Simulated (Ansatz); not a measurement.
## Ligand exchange: C2H5Br + SiH2(CH3)F → C2H5F + SiH2(CH3)Br

Species: C2H5Br (bromoethane) `CCBr`, singlet; SiH2(CH3)F, singlet; C2H5F `CCF`, singlet; SiH2(CH3)Br, singlet. The partners trade Br for F: C–Br and Si–F bonds give way to C–F and Si–Br.

Shapes, held fixed at every level: PBE0-D4/def2-TZVP. Programs: Ansatz 0.2.0. The zero-point and thermal change to 298 K, harmonic and unscaled (PBE0-D4/def2-TZVP), is +1.3 kJ/mol.

Problem. Estimate ΔH(298 K) of this reaction.

Solution. The highest level, CCSD(T)/def2-TZVPP, gives ΔH(298 K) = +71.1 kJ/mol; the levels span +57.6 to +76.6. The column of differences is taken from that level and isn't an error. No measured value is set beside it here. Relativity is left out for Br. Outer-core shells of Br are correlated in most correlated rows, in sets that cover them unevenly. Times are processor times on shared x86 and Arm servers, and rough.

```
              level                    kind  ΔH(298 K) (kJ/mol)  less CCSD(T)/def2-TZVPP  CPU time (sum over the molecules)
  PBE-D4/def2-TZVPP                     GGA               +57.8                    -13.3                               14 s
BHLYP-D4/def2-TZVPP           global hybrid               +64.3                     -6.8                               16 s
 PBE0-D4/def2-TZVPP           global hybrid               +57.6                    -13.5                               16 s
 wB97X-V/def2-TZVPP  range-separated hybrid               +61.4                     -9.7                               45 s
  B2PLYP/def2-TZVPP           double hybrid               +69.8                     -1.3                               26 s
     MP2/def2-TZVPP     perturbation theory               +76.6                     +5.5                                  –
 CCSD(T)/def2-TZVPP   coupled cluster or CI               +71.1                      0.0                            2.9 min
```

The exchange is clearly endothermic at every level, so enthalpy favours fluorine on silicon and bromine on carbon. Both elements bind fluorine more strongly than bromine, but the preference is larger for silicon. Being more electropositive than carbon, it forms a strongly polar Si–F bond with a large electrostatic contribution, further strengthened by donation from fluorine lone pairs into σ* orbitals on silicon. The C–F bond gained here can't make up for that loss, and the softer, more diffuse bromine gains less from moving to silicon. The thermal term of +1.3 kJ/mol is minor, so the preference is essentially electronic.

The sign is secure, the exact size less so. All the density functionals fall below CCSD(T) and MP2 lies above it, which probably reflects how unevenly they treat correlation in the polar Si–F and C–F bonds. Exact exchange alone doesn't order the results: PBE and PBE0 nearly coincide, while BHLYP lies higher. The reaction enthalpy says nothing about the barrier to halogen exchange.
